**Forecasting E1 and M1 conversion coefficients of Pt at 12.7 keV**

The table holds internal conversion coefficients of platinum (Z = 78) for E1 to M5 at 12.7 keV, split into L3, M and outer shells, from a radial Dirac solver with the Dirac-Hartree-Slater potential of the neutral atom, no hole and a surface-current nucleus. The program sorts the rows E2 to M5 by the lowest outgoing partial wave and forecasts the withheld dipole rows: E1 from photoabsorption (rough recalled inputs) divided by Z² times the Thomson cross section, and M1 from a hyperfine contact model with Slater screening. All eight forecasts fall inside their stated ranges, with misses of 5 to 20%, closer than the inputs warrant. A quadratic extrapolation of ln α in L is about ten times too high for E1 and half the computed value for M1 in the M shell, and a lowest-wave rule for L3/M is 53 times too high for M1. The L3 share collapses where the lowest outgoing wave is f or g, and for M1, where 2p3/2 has no contact term.

Internal conversion coefficients (electron rate over photon rate) of Pt (Z = 78) at a transition energy of 12.7 keV, from Radial Dirac-Fock and Kohn-Sham solver 5. The runs use the Dirac-Hartree-Slater potential of the neutral atom with a Latter tail and no hole, and a finite nucleus with surface currents. Shells within 1 keV of their threshold are left out.

## Analysis program

```python
# Table: internal conversion coefficients of Pt (Z=78) at 12.7 keV by multipole and shell; radial Dirac solver,
# Dirac-Hartree-Slater neutral atom, no hole. Tested: selection rules, L ladder, forecasts of withheld E1 and M1.
T = {
    'multipole_name': ['E1', 'M1', 'E2', 'M2', 'E3', 'M3', 'E4', 'M4', 'E5', 'M5'],
    'multipole_shell_sum': [13.76, 128.7, 70300, 138900, 17530000.0, 127200000.0, 2830000000.0, 22580000000.0, 531900000000.0, 2408000000000.0],
    'multipole_l3': [8.467, 4.445, 44320, 72880, 8390000, 86650000.0, 186900000.0, 11060000000.0, 804200000.0, 249000000000.0],
    'multipole_m': [4.169, 95.19, 20170, 50500, 6987000, 31060000.0, 2005000000.0, 8681000000.0, 390300000000.0, 1588000000000.0],
    'multipole_outer': [1.121, 29.05, 5804, 15540, 2148000, 9497000, 638400000.0, 2833000000.0, 140800000000.0, 571100000000.0],
}
HELD = [0, 1]  # rows withheld from the fit
import numpy as np
from scipy import constants as C
nm = T['multipole_name']
col = {k: np.array(T['multipole_' + v], float) for k, v in
       dict(sum='shell_sum', L3='l3', M='m', outer='outer').items()}
known = [i for i in range(len(nm)) if i not in HELD]
g = lambda c, n: col[c][nm.index(n)]
Z, a = 78, C.alpha
w = 12.7e3 / C.physical_constants['Hartree energy in eV'][0]  # transition energy (caption), hartree
k = 12.7e3 * C.e / (C.hbar * C.c) * 1e-12  # photon wave number, 1/pm
def lmin(l, j2, n):  # lowest outgoing l from bound (l, 2j) by parity and triangle rule
    L, par = int(n[1]), int(n[0] == 'M')
    return min(p for p in range(9) for q in (2*p-1, 2*p+1)
               if q > 0 and (l+p+L) % 2 == par and abs(j2-q) <= 2*L <= j2+q)
l3 = {n: lmin(1, 3, n) for n in nm}
lM = {n: min(lmin(l, j, n) for l, j in [(0, 1), (1, 1), (1, 3), (2, 3), (2, 5)]) for n in nm}
print(f"photon 1/k = {1/k:.1f} pm; rounding floor (4 figures) up to 0.05%")
print("row lmin(L3) lmin(M) L3share% L3/M M/outer closure%")
clo = (col['L3'] + col['M'] + col['outer']) / col['sum'] - 1
r3, ro = col['L3'] / col['M'], col['M'] / col['outer']
for i in known:
    print(f"{nm[i]} {'spdfgh'[l3[nm[i]]]} {'spdfgh'[lM[nm[i]]]} {100*col['L3'][i]/col['sum'][i]:.2f} "
          f"{r3[i]:.4f} {ro[i]:.2f} {100*clo[i]:+.3f}")
for c in ('L3', 'M'):
    print(f"magnetic/electric in {c}, L=2..5:", ' '.join(f"{g(c,'M%d'%L)/g(c,'E%d'%L):.3g}" for L in range(2, 6)))
Ls, lad = np.arange(2, 6), {}
for t in 'EM':
    y = np.array([g('M', t + str(L)) for L in Ls]); st = y[1:] / y[:-1]; L = Ls[:-1]
    R = np.sqrt((2*L+1)**2 * (L+1)**2 / (L*(L+2)) / st) / k
    print(f"{t} ladder, M shell: steps", np.round(st), "implied radius pm", np.round(R, 1))
    p = np.polyfit(Ls, np.log(y), 2); back = np.exp(np.polyval(np.polyfit(Ls[1:], np.log(y[1:]), 2), 2)) / y[0]
    lad[t + '1'] = (np.exp(np.polyval(p, 1)), max(back, 1/back))
    print(f"  quadratic ln fit worst resid {100*np.abs(np.exp(np.polyval(p, Ls))/y-1).max():.1f}%; backtest L=2 pred/calc {back:.2f}")
assert np.abs(clo[known]).max() < 1e-3
assert max(r3[i] for i in known if l3[nm[i]] >= 3) < min(r3[i] for i in known if l3[nm[i]] <= 2)
assert all(g('M', 'M%d' % L) > g('M', 'E%d' % L) for L in Ls)
# E1: rough recalled values: photoabsorption 150 cm2/g, L3 jump ratio 2.5, molar mass 195 g/mol
sig = 150e-4 * 195 / C.N_A; e1 = sig / (Z**2 * C.physical_constants['Thomson cross section'][0])
rE, rM = ro[nm.index('E2')], ro[nm.index('M2')]; rest = e1 / 2.5
# M1: contact term, Slater screening 4.15 (n=2), 11.25 (n=3); relativistic hyperfine factor F(j)
F = lambda j: 4*j*(j+.5)*(j+1) / (np.sqrt((j+.5)**2-(Z*a)**2) * (4*((j+.5)**2-(Z*a)**2)-1))
wp = (64/15/36 + 4/3/144) / (8/3)  # p3/2 -> p3/2 and p1/2, relative to s -> s
pre = lambda n, s: 16*np.pi**2/3 * Z * (Z-s)**3 / (np.pi*n**3) / (a*w**3)
mM = pre(3, 11.25) * (F(.5)**2 * 10/9 + wp*F(1.5)**2); mL = pre(2, 4.15) * wp * F(1.5)**2
print(f"E1 model: sigma_photo {sig*1e28:.0f} barn (rough); M1 model: F(1/2) {F(.5):.2f}, F(3/2) {F(1.5):.2f}, p3/2 weight {wp:.3f}")
P = {'E1': dict(sum=(e1, 2), L3=(e1-rest, 2), M=(rest*rE/(1+rE), 2), outer=(rest/(1+rE), 2)),
     'M1': dict(sum=(mM+mL+mM/rM, 1.6), L3=(mL, 2), M=(mM, 1.6), outer=(mM/rM, 1.6))}
for i in HELD:
    n = nm[i]
    for c, (v, f) in P[n].items():
        x = col[c][i]
        print(f"{n} {c}: forecast {v:.3g} [{v/f:.3g}, {v*f:.3g}] computed {x:.4g} calc/pred {x/v:.2f} {'hit' if v/f <= x <= v*f else 'MISS'}")
    v, f = lad[n]; rule = np.mean([r3[j] for j in known if l3[nm[j]] == l3[n]])
    print(f"{n} rival ladder M: {v:.3g} [{v/f:.3g}, {v*f:.3g}] pred/calc {v/col['M'][i]:.2f}; step L=2/L=1 computed {g('M', n[0]+'2')/col['M'][i]:.0f}")
    print(f"{n} L3/M: model {P[n]['L3'][0]/P[n]['M'][0]:.3g}, lowest-wave rule ({'spdf'[l3[n]]}) {rule:.3g}, computed {r3[i]:.3g}, rule/calc {rule/r3[i]:.3g}")
    print(f"{n} L3 share: forecast {100*P[n]['L3'][0]/P[n]['sum'][0]:.1f}% computed {100*col['L3'][i]/col['sum'][i]:.1f}%; M/outer {ro[i]:.2f}; closure {100*clo[i]:+.3f}%")
for c in ('sum', 'L3', 'M'):
    print(f"M1/E1 in {c}: forecast {P['M1'][c][0]/P['E1'][c][0]:.3g} computed {g(c,'M1')/g(c,'E1'):.3g}")
```

It prints:

```
photon 1/k = 15.5 pm; rounding floor (4 figures) up to 0.05%
row lmin(L3) lmin(M) L3share% L3/M M/outer closure%
E2 p s 63.04 2.1973 3.48 -0.009
M2 s s 52.47 1.4432 3.25 +0.014
E3 d p 47.86 1.2008 3.25 -0.029
M3 p s 68.12 2.7898 3.27 +0.006
E4 f d 6.60 0.0932 3.14 +0.011
M4 d p 48.98 1.2740 3.06 -0.027
E5 g f 0.15 0.0021 2.77 +0.001
M5 f d 10.34 0.1568 2.78 +0.004
magnetic/electric in L3, L=2..5: 1.64 10.3 59.2 310
magnetic/electric in M, L=2..5: 2.5 4.45 4.33 4.07
E ladder, M shell: steps [346. 287. 195.] implied radius pm [ 4.4  6.6 10.2]
  quadratic ln fit worst resid 3.0%; backtest L=2 pred/calc 0.82
M ladder, M shell: steps [615. 279. 183.] implied radius pm [ 3.3  6.7 10.6]
  quadratic ln fit worst resid 5.6%; backtest L=2 pred/calc 1.44
E1 model: sigma_photo 48571 barn (rough); M1 model: F(1/2) 2.14, F(3/2) 1.14, p3/2 weight 0.048
E1 sum: forecast 12 [6, 24] computed 13.76 calc/pred 1.15 hit
E1 L3: forecast 7.2 [3.6, 14.4] computed 8.467 calc/pred 1.18 hit
E1 M: forecast 3.73 [1.86, 7.46] computed 4.169 calc/pred 1.12 hit
E1 outer: forecast 1.07 [0.536, 2.15] computed 1.121 calc/pred 1.05 hit
E1 rival ladder M: 41.5 [34, 50.7] pred/calc 9.96; step L=2/L=1 computed 4838
E1 L3/M: model 1.93, lowest-wave rule (s) 1.44, computed 2.03, rule/calc 0.711
E1 L3 share: forecast 60.0% computed 61.5%; M/outer 3.72; closure -0.022%
M1 sum: forecast 136 [85.2, 218] computed 128.7 calc/pred 0.94 hit
M1 L3: forecast 5.54 [2.77, 11.1] computed 4.445 calc/pred 0.80 hit
M1 M: forecast 100 [62.5, 160] computed 95.19 calc/pred 0.95 hit
M1 outer: forecast 30.8 [19.2, 49.3] computed 29.05 calc/pred 0.94 hit
M1 rival ladder M: 49.1 [34.1, 70.7] pred/calc 0.52; step L=2/L=1 computed 531
M1 L3/M: model 0.0554, lowest-wave rule (p) 2.49, computed 0.0467, rule/calc 53.4
M1 L3 share: forecast 4.1% computed 3.5%; M/outer 3.28; closure -0.012%
M1/E1 in sum: forecast 11.4 computed 9.35
M1/E1 in L3: forecast 0.769 computed 0.525
M1/E1 in M: forecast 26.8 computed 22.8
```
